# Diffusive density response and Maxwell relaxation in a two-stream model

**Conventions.** Fields vary as $e^{i(qx-\omega t)}$, and $\chi=\delta n/U$ with $U$ the potential energy of an electron. $N(0)$ is the density of states at $E_F$ for both spins, $\tau$ the transport time, $l=v_F\tau$, $d$ the dimension and $\epsilon$ the background dielectric constant. Formulas are Gaussian. For SI replace $4\pi\sigma/\epsilon$ by $\sigma/\epsilon_0\epsilon$ and $2\pi\sigma/\epsilon$ by $\sigma/2\epsilon_0\epsilon$.

## General statement

For $ql\ll1$ and $|\omega|\tau\ll1$, electrons scattered by static disorder respond to the total potential as

$$\chi_0=-N(0)\,\frac{Dq^2}{Dq^2-i\omega},\qquad D=\frac{v_F^2\tau}{d}.$$

The Coulomb interaction, $v_q=4\pi e^2/\epsilon q^2$ in bulk and $2\pi e^2/\epsilon q$ in a sheet, moves the pole to $\omega=-i\Gamma_q$, with

$$\Gamma_q^{3D}=\frac{4\pi\sigma}{\epsilon}+Dq^2,\qquad \Gamma_q^{2D}=\frac{2\pi\sigma q}{\epsilon}+Dq^2,\qquad \sigma=e^2N(0)D .$$

The shifted pole must itself obey $\Gamma_q\tau\ll1$. The model below shows what happens when it does not.

## The model

Keep two streams, with excess densities $n_\pm$ and velocities $\pm u$ along $\mathbf q$. Disorder turns one into the other at the rate $1/2\tau$, and the force $-\partial_xU$ feeds one stream and drains the other:

$$\partial_tn_\pm\pm u\,\partial_xn_\pm=\mp\tfrac12N(0)\,u\,\partial_xU-\frac{n_\pm-n_\mp}{2\tau}.$$

In one dimension, with $u=v_F$, this is the full linearised Boltzmann equation. In $d$ dimensions we set $u^2=v_F^2/d$. A parabolic band has $N(0)=d\,n_0/m^*v_F^2$, so $N(0)u^2=n_0/m^*$ and the force accelerates the gas correctly.

Sum and difference give equations for $\delta n=n_++n_-$ and $j=u(n_+-n_-)$:

$$-i\omega\,\delta n+iqj=0,\qquad \left(\frac1\tau-i\omega\right)j=-iqu^2\,[\delta n+N(0)U].$$

Eliminating $j$, with $D=u^2\tau$, gives the exact response of the model:

$$\chi_0=-N(0)\,\frac{Dq^2}{Dq^2-i\omega(1-i\omega\tau)} .$$

It differs from the general statement only by the inertial factor $1-i\omega\tau$, and equals it for $\tau\to0$ at fixed $D$. At $\omega=0$ it gives the compressibility limit $-N(0)$. At $q\to0$ and fixed $\omega$ it vanishes, as particle conservation demands.

## Screening

Put $U=U_{\rm ext}+v_q\,\delta n$. Then

$$\chi=\frac{\delta n}{U_{\rm ext}}=\frac{\chi_0}{1-v_q\chi_0}=-N(0)\,\frac{Dq^2}{\Gamma_q-i\omega(1-i\omega\tau)},\qquad \Gamma_q=Dq^2\,[1+N(0)v_q].$$

Since $e^2N(0)D=\sigma=n_0e^2\tau/m^*$, the product $Dq^2N(0)v_q$ equals $4\pi\sigma/\epsilon$ or $2\pi\sigma q/\epsilon$, which reproduces both rates above. A short-range Landau interaction adds $F_0^s/N(0)$ to $v_q$. It multiplies $Dq^2$ by $1+F_0^s$ and leaves the Coulomb term alone.

The poles $\omega=-i\gamma$ solve $\tau\gamma^2-\gamma+\Gamma_q=0$:

$$\gamma_\mp=\frac{1\mp\sqrt{1-4\Gamma_q\tau}}{2\tau},\qquad \gamma_-=\Gamma_q\left[1+\Gamma_q\tau+2(\Gamma_q\tau)^2+\dots\right].$$

The slow root $\gamma_-$ is the Maxwell pole, and the fast root, near $1/\tau$, is the decay of the current. At $\Gamma_q\tau=1/4$ they merge. Beyond that point they are a damped plasmon, $\omega=\pm\sqrt{\Gamma_q/\tau-1/4\tau^2}-i/2\tau$. In bulk at $q=0$, $\Gamma\tau=(\omega_p\tau)^2$ with $\omega_p^2=4\pi n_0e^2/\epsilon m^*$, so a purely relaxing mode needs $\omega_p\tau<1/2$.

## What two streams leave out

The Boltzmann equation with isotropic scattering and all directions kept is also solvable. With $a=1-i\omega\tau$ and $I=\langle(a+iql\cos\theta)^{-1}\rangle$ averaged over the Fermi surface,

$$\chi_0=-N(0)\,\frac{1-aI}{1-I},\qquad I_{3D}=\frac{1}{ql}\arctan\frac{ql}{a},\qquad I_{2D}=\frac{1}{\sqrt{a^2+q^2l^2}} .$$

Expand in $ql$ at fixed $\omega$ and write the result in the two-stream form. The numerator stays, and the term $Dq^2$ in the denominator is multiplied by

$$P=1+c_d\,\frac{-i\omega\tau}{1-i\omega\tau},\qquad c_3=\tfrac45,\quad c_2=\tfrac12 .$$

The extra piece is the shear stiffness of the deformed Fermi surface, which is viscous for $\omega\tau\ll1$ and elastic for $\omega\tau\gg1$. It raises $u^2$ from $v_F^2/3$ to $3v_F^2/5$ in bulk and from $v_F^2/2$ to $3v_F^2/4$ in a sheet. It changes only the $Dq^2$ term, by a fraction of order $|\omega|\tau$.

## Numbers for amorphous indium oxide

All results below are the model's, from assumed inputs. The mass is assumed to be $m^*=0.3\,m_e$ throughout, and $\tau=\mu m^*/e$.

### Thin channel (2D)

Assumed inputs, chosen to be typical of a nanometre-thick indium oxide transistor channel: thickness $t=2$ nm, $n_0=3\times10^{13}$ cm$^{-2}$, $\mu=40$ cm$^2$/Vs, and SiO$_2$ on both sides with $\epsilon=3.9$. There is no gate nearby for now.

With $k_F=\sqrt{2\pi n_0}=1.37$ nm$^{-1}$ one finds $E_F=0.239$ eV, below the hard-wall subband spacing $3\pi^2\hbar^2/2m^*t^2=0.94$ eV. Further, $\tau=6.82$ fs, $v_F=5.30\times10^7$ cm/s, $l=3.61$ nm, $k_Fl=4.96$, $D=9.58$ cm$^2$/s and $1/\sigma=5.20$ k$\Omega$ per square. Charge spreads with the velocity $v_M=2\pi\sigma/\epsilon=2.78\times10^8$ cm/s. For a density wave of wavelength $\lambda=2\pi/q$:

| $\lambda$ (µm) | $ql$ | $Dq^2$ (ps$^{-1}$) | $\Gamma_q$ (ps$^{-1}$) | $\Gamma_q\tau$ | $\gamma_-$ (ps$^{-1}$) |
|---|---|---|---|---|---|
| 10 | 0.0023 | 0.00038 | 1.75 | 0.012 | 1.77 |
| 3 | 0.0076 | 0.0042 | 5.83 | 0.040 | 6.09 |
| 1 | 0.023 | 0.038 | 17.5 | 0.120 | 20.4 |

The full Boltzmann $\chi_0$ moves $\gamma_-$ at 1 µm by less than one part in a thousand. The general statement is off by 1 per cent at 10 µm and by 14 per cent at 1 µm, although $ql$ is small in both cases. The roots merge at $\lambda=0.48$ µm. There $\hbar\gamma=48$ meV is near the lowest infrared-active phonon of SiO$_2$ (typically about 55 meV), so $\epsilon$ is smaller than its static value and the threshold moves to a longer wavelength, typically by some ten per cent.

The $Dq^2$ term cannot be resolved here. To second order in $q$,

$$\gamma_-=v_Mq+(D+v_M^2\tau)\,q^2,\qquad \frac{v_M^2\tau}{D}=\frac{(q_{TF}l)^2}{2},\qquad q_{TF}=\frac{2\pi e^2N(0)}{\epsilon}=\frac{v_M}{D}.$$

With $q_{TF}=2.91$ nm$^{-1}$ and $q_{TF}l=10.5$, the inertial term is 55 times the diffusion term at all small $q$. Finite thickness also competes. A uniform slab multiplies $v_q$ by $1-qt/3$, which subtracts $q_{TF}t/3=1.9$ times $Dq^2$, and the dielectric contrast between film and oxide enters at the same order in $qt$. Weak localisation changes $\sigma$ by the fraction $-\ln(\tau_\varphi/\tau)/\pi k_Fl$, with $\tau_\varphi$ the dephasing time, that is by 0.064 for each factor $e$ in $\tau_\varphi/\tau$.

A metal gate at distance $d_g$ multiplies $v_q$ by $1-e^{-2qd_g}$ through the image charge. For $qd_g\ll1$ the pole is diffusive again, $\Gamma_q=(D+4\pi\sigma d_g/\epsilon)\,q^2$, which is the RC line. An assumed $d_g=10$ nm makes the second term $5.6\times10^2$ cm$^2$/s.

### Degenerate bulk film (3D)

Assumed inputs, typical of conducting films: $n_0=10^{20}$ cm$^{-3}$, $\mu=20$ cm$^2$/Vs, and the high-frequency $\epsilon=4$, because the rates lie above the optical phonons. Then $k_F=(3\pi^2n_0)^{1/3}=1.44$ nm$^{-1}$, $\tau=3.41$ fs, $k_Fl=2.7$ and $\sigma=320$ S/cm.

The general formula would put the pole at $\hbar\Gamma=0.60$ eV, but $\Gamma\tau=3.1$ breaks its condition. The poles of the model lie at $\hbar\omega=(\pm0.32-0.096\,i)$ eV, a damped plasmon derived from $\hbar\omega_p=0.34$ eV.

More disorder does not open a clean window. Since $k_Fl=2E_F\tau/\hbar$,

$$\omega_p\tau=\frac{\hbar\omega_p}{2E_F}\,k_Fl ,$$

and the prefactor is 0.65 here. Overdamping needs $\mu<5.7$ cm$^2$/Vs, which means $k_Fl<0.77$, where the Boltzmann description fails and localisation sets in. The prefactor falls only as $n_0^{-1/6}$, so at $10^{21}$ cm$^{-3}$ the bound is still $k_Fl<1.1$.

### Lightly doped bulk film (3D)

The same two equations hold for a non-degenerate gas with constant $\tau$ if $u^2=k_BT/m^*$ and $N(0)$ is replaced by $n_0/k_BT$. The product is again $n_0/m^*$, and $D=\mu k_BT/e$. Assumed inputs: $n_0=10^{17}$ cm$^{-3}$ of band electrons, $\mu=10$ cm$^2$/Vs, static $\epsilon=9$ and $T=300$ K. The density is far below the effective density of states $2(m^*k_BT/2\pi\hbar^2)^{3/2}=4.1\times10^{18}$ cm$^{-3}$.

Now $\sigma=0.16$ S/cm, $\tau=1.7$ fs and $\Gamma\tau=3.4\times10^{-4}$, so the Maxwell pole holds to that relative accuracy. The model's relaxation time is $\epsilon/4\pi\sigma=5.0$ ps. With $D=0.26$ cm$^2$/s, diffusion matches the Coulomb term at $1/q=\sqrt{D\epsilon/4\pi\sigma}=11$ nm, the Debye length. The length $u\tau=0.21$ nm is of atomic size, so $\tau$ is only a parameter here, but the Maxwell rate needs nothing beyond continuity, Ohm's law and Poisson's equation. In amorphous oxides at such low density, tail-state trapping and potential fluctuations typically lower the effective mobility, often by a factor of several, and a real film would then relax more slowly than the model's 5.0 ps by that factor.